## Examination question

The table compares twelve levels of theory with CCSD(T) at the basis-set limit for the breaking of seven single bonds to Al, Si, Ge, O and B centres. An error is the level's dissociation energy less the reference, so a positive error means that the bond is too strong.

Calculated values. Gas-phase electronic bond energies from Ansatz 0.2.0 at PBE0-D4/def2-TZVP geometries, with open shells unrestricted, functionals in def2-TZVPP and wave functions with frozen cores. Errors are level less CCSD(T) at the basis-set limit, which gives (kJ/mol) Al–F 667.8, Si–H (F3SiSiH3) 395.2, Ge–Br 391.5, Ge–H (GeH4) 382.9, O–H 551.4, Ge–Cl (GeH2BrCl) 417.2 and B–Cl 504.8.

| level | class | exact exchange, short range (%) | exact exchange, long range (%) | mean signed error (kJ/mol) | mean absolute error (kJ/mol) | largest error (kJ/mol) | case of the largest error | cases too high |
| --- | --- | --- | --- | --- | --- | --- | --- | --- |
| SPW92 | LDA | 0 | 0 | 38.1 | 38.1 | 63.0 | [SiH3]OB(S)Cl -> [SiH3]O[B]S + [Cl] | 7 |
| PBE-D4 | GGA | 0 | 0 | -19.1 | 19.1 | -33.8 | O[Si](F)(Cl)Cl -> [H] + [O][Si](F)(Cl)Cl | 0 |
| B97M-V | meta-GGA | 0 | 0 | -10.5 | 11.9 | -31.3 | O[Si](F)(Cl)Cl -> [H] + [O][Si](F)(Cl)Cl | 1 |
| HSE06-D4 | screened hybrid | 25 | 0 | -20.5 | 20.5 | -37.5 | [F][Al]([F])[O][SiH3] -> [F][Al][O][SiH3] + [F] | 0 |
| B3LYP-D4 | global hybrid | 20 | 20 | -21.2 | 21.2 | -31.9 | [F][GeH2][Br] -> [Br] + [F][GeH2] | 0 |
| r2SCAN0-D4 | global hybrid | 25 | 25 | -24.7 | 24.7 | -41.9 | [F][Al]([F])[O][SiH3] -> [F][Al][O][SiH3] + [F] | 0 |
| PBE0-D4 | global hybrid | 25 | 25 | -20.6 | 20.6 | -37.8 | [F][Al]([F])[O][SiH3] -> [F][Al][O][SiH3] + [F] | 0 |
| wB97M-V | range-separated | 15 | 100 | -7.8 | 10.0 | -22.6 | [F][GeH2][Br] -> [Br] + [F][GeH2] | 1 |
| wB97X-V | range-separated | 17 | 100 | -7.5 | 7.5 | -18.7 | O[Si](F)(Cl)Cl -> [H] + [O][Si](F)(Cl)Cl | 1 |
| CCSD(T)/def2-TZVPP | wave function | n/a | n/a | -14.0 | 14.0 | -19.8 | [F][Al]([F])[O][SiH3] -> [F][Al][O][SiH3] + [F] | 0 |
| CCSD/limit | wave function | n/a | n/a | -6.5 | 6.5 | -11.5 | [SiH3]OB(S)Cl -> [SiH3]O[B]S + [Cl] | 0 |
| MP2/limit | wave function | n/a | n/a | 13.3 | 19.1 | 28.1 | [F][Al]([F])[O][SiH3] -> [F][Al][O][SiH3] + [F] | 5 |

(a) Which levels fail by a common bias and which by scatter, and how can the two be told apart from the error columns?

(b) Explain the sign of the error of the LDA and say what the gradient correction does to it.

(c) Does the share of exact exchange order the errors?

(d) Explain the three wave-function rows. For the Si–H bond, the same runs give MP2 energies at the limit of $-23932.0232$ eV for F$_3$SiSiH$_3$ and $-23914.4226$ eV for the F$_3$SiSiH$_2$ radical.

## Model answer

**(a) Bias and scatter.** In one limit a method errs in the same direction for every bond, and its mean signed error equals its mean absolute error in size. In the other limit it errs up and down at random, the signed mean vanishes and only the absolute mean remains. Between them the two columns can be unmixed. Let $S_+$ be the sum of the positive errors over the $N=7$ cases and $S_-$ the size of the sum of the negative ones, and write MSE and MAE for the signed and absolute means. Then $N\,\mathrm{MAE}=S_++S_-$ and $N\,\mathrm{MSE}=S_+-S_-$, so that

$$S_\pm=\tfrac{N}{2}\,(\mathrm{MAE}\pm\mathrm{MSE}).$$

Dividing $S_+$ by the count of cases too high gives the typical high error. SPW92 sits in the first limit on the positive side, too high in every case and by 38.1 kJ/mol on average, which is 8 % of the mean reference energy. The five functionals with D4 sit in the same limit on the negative side, too low in every case, with means from $-19.1$ to $-24.7$ kJ/mol. The two coupled-cluster rows are also too low in every case. Equal columns prove a common sign and not a common size: the CCSD errors include $-0.7$ kJ/mol for Si–H, found in (d), and $-11.5$ kJ/mol for B–Cl, so scatter about the mean remains.

MP2 is the row with real cancellation. Here $S_-=3.5\times(19.1-13.3)=20.3$ kJ/mol is shared by two cases, while the five high cases average $+22.7$ kJ/mol. The signed mean therefore describes neither group. The three B97-type functionals each have one high case, but for wB97X-V that case is zero within the rounding of the means.

**(b) The LDA and the gradient correction.** The LDA is exact for a uniform electron gas and worst where the density falls off steeply relative to its size, as in the tail of an atom. There the true exchange energy is more negative than the local formula gives. Making a bond fills the space between two fragments and removes part of their tails, so the fragments have more of the badly described region than the molecule has. The LDA thus places the fragments too high and overbinds. This is the established explanation, and all seven cases have the sign it requires.

A gradient correction to exchange makes the energy of the tails more negative, lowers the fragments more than the molecule, and so weakens the bond. The gradient correction to correlation usually works against this but is the smaller effect. All seven errors turn from positive to negative, so every bond in the table is weakened. From SPW92 to PBE-D4 the mean falls by 57.2 kJ/mol and passes through zero. The argument fixes the direction of this swing and says nothing on its size, so it does not explain why PBE ends below the reference. That sign belongs to these single bonds and should not be carried over, for PBE is known to overbind many molecules with multiple bonds. At least one of the radicals was run with the VWN5 fit of LDA correlation, which should matter little beside a bias of this size.

**(c) Exact exchange.** The picture to be tested starts from the stretched bond. Exact exchange spreads the hole of a bonding electron over both centres, and left–right correlation must pull it back, whereas a semilocal hole is always local and so imitates that correlation. Replacing a quarter of semilocal exchange by exact exchange removes part of the imitation and should weaken bonds. PBE-D4 and PBE0-D4 are the matched pair for this test, and the mean moves by only $-1.5$ kJ/mol, in the argued direction but too small over seven cases to support the argument, and small beside a bias near $-20$ kJ/mol.

The largest error shows more than the mean does. It moves from O–H in PBE-D4 to Al–F in all three hybrids with 25 % at short range. Since no PBE error exceeds 33.8 kJ/mol in size, the Al–F bond must have worsened by at least 4.0 kJ/mol on going to PBE0, where it stands at $-37.8$. The move does not prove that O–H improved, for it is only overtaken.

Long-range exact exchange has two partial controls, and neither credits it with most of the gain in the means of the range-separated rows. HSE06 and PBE0 differ in whether a quarter of exact exchange is kept at long range, and their means agree to 0.1 kJ/mol, the size of the rounding. This pair does not test the full long-range share of the range-separated forms. B97M-V has no exact exchange at all and already gives $-10.5$ kJ/mol, within 3.0 of both range-separated functionals. The means sort by family, with a gap of 8.6 kJ/mol between the B97-type group and the D4 group. Fitting to thermochemical data cannot be the whole cause, since the mixing parameters of B3LYP were also fitted to such data and B3LYP lies in the D4 group. The more flexible form of the B97-type functionals and their larger training sets may matter, but that is a guess.

A small mean does not make these three safe for each bond. Their largest errors are 2.3 to 2.6 times their mean absolute errors, against less than twice for every other level. In kJ/mol, however, these largest errors are still smaller than that of any D4 functional. The O–H bond is the worst case of both semilocal rows, PBE-D4 and B97M-V, and its error shrinks by 12.6 kJ/mol from B97M-V to wB97X-V. Self-interaction that spreads the unpaired electron of the oxygen radical and lowers it would give this pattern, but the cause is untested and the two functionals differ in all their parameters.

**(d) The wave-function rows.** Breaking a two-electron bond destroys a pair, and the correlation energy of that pair is part of the binding. A method that misses the same share of the correlation energy everywhere loses more in the molecule than in the fragments and underbinds. If the share differs between molecule and fragments, the sign can turn, as MP2 will show. CCSD(T) in triple zeta differs from the reference only in the basis, which converges slowly towards the electron–electron cusp, and is low by 14.0 kJ/mol. CCSD at the limit differs only in the triples and is low by 6.5 kJ/mol. The basis error is thus about twice the triples error here, and both have the argued sign in every case.

The Si–H bond is close to the limit of an isolated pair, because the departing atom has one electron, no correlation and the exact energy $-\tfrac12$ hartree, or $-13.6057$ eV. With this one parameter-free input,

$$D_e^{\mathrm{MP2}}=(23932.0232-23914.4226-13.6057)\ \mathrm{eV}=3.9949\ \mathrm{eV},$$

and multiplying by 96.485 gives 385.4 kJ/mol. This lies 9.8 kJ/mol below the reference, so Si–H is one of the two low cases of MP2. The same sum with CCSD(T) energies returns the tabulated 395.2, which checks the arithmetic and nothing more.

The parts of this bond behave as a single pair should. Correlation supplies 86.4 kJ/mol of the binding, and MP2 recovers 89 % of it, almost wholly from electrons of opposite spin. Second order is known to fall short for one pair, as in H$_2$, because it omits the repeated scattering of the two electrons. Two electrons alone have no triple excitations, and indeed CCSD is low by only 0.7 kJ/mol here, against a mean of 7.5 for the other six cases. The second low case of MP2, at about $-10.5$ kJ/mol, may be Ge–H, which is a guess from the likeness of the bonds.

The Al–F bond lies near the opposite limit, a bond to an atom rich in lone pairs that ends with a nearly closed, fluoride-like shell. MP2 lies above CCSD(T) by 127.0 kJ/mol in the molecule and by 114.4 in the radical, so the bound fluorine adds only 12.6 to the shortfall. The free atom must then lie 40.7 kJ/mol too high, a value obtained by subtraction from the tabulated error. A possible cause is that second order treats each pair on its own and leaves out the coupling between pairs, which reduces the correlation energy and does so more in a full shell than in the open-shell atom. The omission would then offset the shortfall of the single pairs better in the bound fluorine. The numbers locate the imbalance for this one bond and do not test this account of it.

## Remarks on the reasoning

Nothing was fitted. The derived numbers come from differences between rows, from the identity in (a) and from total energies with the exact hydrogen atom, and the printed output after this text lists them. The physical causes are taken from theory and are not proved by these runs. A good answer prefers matched pairs to a correlation over all rows. The rank correlation of the mean with short-range exchange is $-0.65$ over the eight functionals beyond the LDA, but it mixes families, and the two rows at 0 % differ by more than PBE and PBE0 do.

Before a functional is blamed, the reference deserves a look. For the larger molecules it adds a triple-zeta CCSD(T) correction to the MP2 limit, so the two coupled-cluster rows measure its ingredients and do not test it. Outer-core shells correlated without core-valence functions affect the three germanium cases and can shift the mean of each functional by up to about $3\times4/7=1.7$ kJ/mol, a shift that cancels between two functionals. Correlated energies in a finite basis, as in the triple-zeta CCSD(T) row, can move by more. The functionals also carry their own triple-zeta error, normally much smaller than that of coupled cluster, and they describe all electrons while the reference freezes cores. The species inspected look single-reference, with $T_1$ diagnostics of 0.010 to 0.014.

Spin-orbit, scalar-relativistic, zero-point and thermal terms are absent from level and reference alike. They drop out of these errors but would return in any comparison with experiment, spin-orbit coupling most of all for bromine. The means describe seven bonds, each in one conformer.

Germane and the hydrides and halides of silicon and germanium serve as deposition precursors, and Al–F bonds form when alumina dielectrics are etched with fluorine. At an illustrative 600 K the mean error of PBE0-D4 is worth a Boltzmann factor of about 62, and that of wB97X-V about 4.5. A bias cancels in a step that trades one bond for another only so far as it is uniform. In PBE0-D4 the Al–F error is more than twice the $-17.7$ kJ/mol mean of the other six bonds, so the cancellation would be incomplete there.

Printed output of the fit:

```
energies in kJ/mol; mean reference 473.0; rounding 0.05 per entry, 0.35 on a sum of high or low cases
level | mean | % of ref | abs-|mean| | n high, their mean | mean of low | largest (bond, % of ref, /abs) | other six
SPW92 | +38.1 | +8.1 | 0.0 | 7, +38.1 | none | +63.0 (B-Cl, +12.5, 1.65) | +33.9
PBE-D4 | -19.1 | -4.0 | 0.0 | 0, none | -19.1 | -33.8 (O-H, -6.1, 1.77) | -16.7
B97M-V | -10.5 | -2.2 | 1.4 | 1, +4.9 | -13.1 | -31.3 (O-H, -5.7, 2.63) | -7.0
HSE06-D4 | -20.5 | -4.3 | 0.0 | 0, none | -20.5 | -37.5 (Al-F, -5.6, 1.83) | -17.7
B3LYP-D4 | -21.2 | -4.5 | 0.0 | 0, none | -21.2 | -31.9 (Ge-Br, -8.1, 1.50) | -19.4
r2SCAN0-D4 | -24.7 | -5.2 | 0.0 | 0, none | -24.7 | -41.9 (Al-F, -6.3, 1.70) | -21.8
PBE0-D4 | -20.6 | -4.4 | 0.0 | 0, none | -20.6 | -37.8 (Al-F, -5.7, 1.83) | -17.7
wB97M-V | -7.8 | -1.6 | 2.2 | 1, +7.7 | -10.4 | -22.6 (Ge-Br, -5.8, 2.26) | -5.3
wB97X-V | -7.5 | -1.6 | 0.0 | 1, +0.0 | -8.8 | -18.7 (O-H, -3.4, 2.49) | -5.6
CCSD(T)/def2-TZVPP | -14.0 | -3.0 | 0.0 | 0, none | -14.0 | -19.8 (Al-F, -3.0, 1.41) | -13.0
CCSD/limit | -6.5 | -1.4 | 0.0 | 0, none | -6.5 | -11.5 (B-Cl, -2.3, 1.77) | -5.7
MP2/limit | +13.3 | +2.8 | 5.8 | 5, +22.7 | -10.2 | +28.1 (Al-F, +4.2, 1.47) | +10.8
PBE-D4 less SPW92: mean -57.2, absolute -19.0
PBE0-D4 less PBE-D4: mean -1.5, absolute +1.5
PBE0-D4 less HSE06-D4: mean -0.1, absolute +0.1
r2SCAN0-D4 less PBE0-D4: mean -4.1, absolute +4.1
wB97M-V less B97M-V: mean +2.7, absolute -1.9
wB97X-V less wB97M-V: mean +0.3, absolute -2.5
B97M-V less PBE-D4: mean +8.6, absolute -7.2
five D4 functionals: means -24.7 to -19.1, spread 5.6, average -21.2
three B97-type VV10 functionals: means -10.5 to -7.5, spread 3.0, average -8.6
gap between the two groups: 8.6
rank correlation of mean with exact exchange, 8 functionals: short -0.65, long +0.26
Al-F error grows in size from PBE-D4 to PBE0-D4 by at least 4.0
O-H error shrinks from B97M-V: by 12.6 (wB97X-V), by at least 8.7 (wB97M-V)
basis -14.0, triples -6.5: ratio 2.15, sum -20.5
outer-core shift of any mean: up to 3 cases x 4 / 7 = 1.7
Si-H bond, HF MP2 CCSD CCSD(T): 308.8 385.4 394.5 395.2 (reference 395.2)
Si-H errors, HF MP2 CCSD: -86.4 -9.8 -0.7
Si-H correlation part: MP2 76.6, CCSD 85.7, CCSD(T) 86.4; MP2 gets 89 %
Si-H MP2 parts: opposite spin 76.2, same spin 0.4
MP2: sum of two low cases -20.3, so the one besides Si-H is -10.5
CCSD mean error of the six cases besides Si-H: -7.5
Al-F, MP2 above CCSD(T): molecule 127.0, radical 114.4, difference 12.6
Al-F, inferred for the F atom: 40.7
Boltzmann factor of the PBE0-D4 mean error at an illustrative 600 K: 62.1
Boltzmann factor of the wB97X-V mean error at an illustrative 600 K: 4.5
```
